Gas-phase molecules *CC#N (SMILES, group * varied), computed with Ansatz 0.2.0 at PBE0-D4/def2-TZVP, both geometries and unscaled harmonic vibrations. Entropies are for an ideal gas in the rigid-rotor, harmonic-oscillator model at 298.15 K and 1 bar. Masses use standard atomic weights, and electronegativities are Pauling's tabulated values.

```
group *  formula  binding atom  its electronegativity  point group  atoms  mass (u)  symmetry number  IA IB IC (u^3 Å^6)  lowest mode (cm⁻¹)  highest mode (cm⁻¹)  zero-point energy (kJ/mol)  entropy (J/(mol K))
   *C#C    C4H3N             C                  2.550           Cs      8      65.1                1              847000               139.9               3481.6                       145.6                298.9
    *CO   C3H5NO             C                  2.550           C1     10      71.1                1              946000               107.8               3864.8                       209.2                311.9
 *C1CO1   C4H5NO             C                  2.550           C1     11      83.1                1             2840000                74.8               3205.4                       223.9                321.5
    *Br  C2H2BrN            Br                  2.960           Cs      6     119.9                1             1300000               163.9               3178.0                        96.1                296.8
     *F   C2H2FN             F                  3.980           Cs      6      59.0                1              165000               227.9               3118.4                       101.6                274.2
```

Bromoacetonitrile is by far the heaviest molecule in the table, yet its entropy lies just below that of the ethynyl compound, which has little more than half its mass. The entropy rises from fluorine through bromine, ethynyl and hydroxymethyl (\*CO) to the epoxide ring (\*C1CO1). Mass alone would put bromine at the top. The order becomes clear once the entropy is divided according to how the molecule moves: as a whole through space, as a whole about its axes, and internally.

For a rigid molecule in an ideal gas, the first two parts depend on the mass $M$ and on the product of the principal moments of inertia, $I_AI_BI_C$. Between two molecules with the same symmetry number they change by

$$\Delta S_{\text{trans}}=\tfrac{3}{2}R\ln\frac{M_2}{M_1},\qquad \Delta S_{\text{rot}}=\tfrac{1}{2}R\ln\frac{(I_AI_BI_C)_2}{(I_AI_BI_C)_1},$$

where $R$ is the gas constant. Both are logarithms, so even a large gain in mass buys only a modest gain in entropy. These formulae are part of the calculation itself, so the division is exact bookkeeping and not a test of it.

The step from fluorine to bromine shows the sizes. The mass doubles, which gives $1.5\times 8.314\times\ln(119.9/59.0)=8.8$ J/(mol K). The product of the moments of inertia grows about eightfold, which gives $0.5\times 8.314\times\ln(1300000/165000)=8.6$ J/(mol K). Together they make up 17.4 of the 22.6 J/(mol K) between the two rows, and the other 5.2 is vibration.

Vibration follows a different rule. A harmonic mode of frequency $\nu$ contributes

$$S_\nu=R\left[\frac{x}{e^x-1}-\ln\left(1-e^{-x}\right)\right],\qquad x=\frac{h\nu}{k_BT}.$$

At room temperature $k_BT$ corresponds to roughly 200 cm⁻¹. A stretch near 3000 cm⁻¹ is therefore frozen and adds practically no entropy, whereas the epoxide's lowest mode, at 75 cm⁻¹, adds 17 J/(mol K) by itself. What counts is how many soft modes a molecule has and how soft they are.

This is where bromine loses its lead. A single atom, however heavy, leaves the molecule with only 12 modes, while the ethynyl group raises the number to 18. Going from bromine to ethynyl, the lighter molecule gives up 9.4 J/(mol K) in translation and rotation but gains 11.5 in vibration, and so comes out slightly ahead. Little of this gain comes from the lowest mode. The rest lies in the other modes, as would be expected of a group that brings joints of its own at which it can bend, which a single atom lacks.

The next step, to hydroxymethyl, is mainly vibrational: 11.4 of its 13.0 J/(mol K). The two molecules have similar masses and moments of inertia, but the stiff, straight triple bond has given way to single bonds. Groups can twist about single bonds, and such twists are typically soft. That they supply much of the gain is the usual chemical expectation; the division by itself shows only that the gain is vibrational.

The last step is of another kind. The epoxide has three more modes than the hydroxymethyl compound, yet apart from the lowest mode the two have the same vibrational entropy, about 30 J/(mol K). A closed three-membered ring is stiff, and the epoxide has no hydroxyl group that can twist. Together these plausibly explain why three more modes bring no more entropy here. About two thirds of the 9.6 J/(mol K) gained comes from the larger mass and moments of inertia, and nearly all the rest from a softer lowest mode.

This last gap is also uncertain. Twisting motions are treated as harmonic, and each molecule is represented by a single conformer. If a bond had three equally populated positions, their mixing would add $R\ln 3=9.1$ J/(mol K), almost the whole gap, and would change a computed equilibrium constant by a factor of three. Hydroxymethyl has one more bond that can twist than the epoxide, the C–O bond to its hydroxyl group. In the computed conformer the hydroxyl hydrogen points to one side of the carbon chain. Turned to the other side, it gives a mirror image of equal energy, and counting both adds $R\ln 2=5.8$ J/(mol K), more than half the gap. Even with a third position, mixing about this bond alone could nearly close the gap but not reverse it; for the order to change, errors of the harmonic treatment or different populations about the other bonds would have to add to it.

Fluorine and bromine also exchange places between two columns: the fluoride has the higher zero-point energy but the lower entropy. Zero-point energy grows in proportion to frequency and so resides mainly in stiff modes, whereas entropy resides in soft ones. A stronger bond to a lighter atom raises frequencies and thus moves zero-point energy and vibrational entropy in opposite directions, although most of the entropy difference between these two rows comes from mass and inertia. The highest and lowest modes together account for almost none of the 5.5 kJ/mol difference in zero-point energy, which leaves the modes in between, where the carbon–halogen stretch belongs.

For a quick estimate, the vibrational part can be taken as proportional to the number of modes, $3N-6$ for $N$ atoms. A least-squares fit to all five rows gives 1.8 J/(mol K) per mode, with a typical miss of 2.5 J/(mol K). This is an average over many frozen modes and a few soft ones, so it fails where stiffness differs at equal size: for the fluoride it gives 21 instead of 16 J/(mol K). For a related substituent, the two logarithms show what its mass and shape contribute, and the atom count gives a first value for vibration, which is wrong by about 5 J/(mol K) for the fluoride and could be further off for a group outside this table.
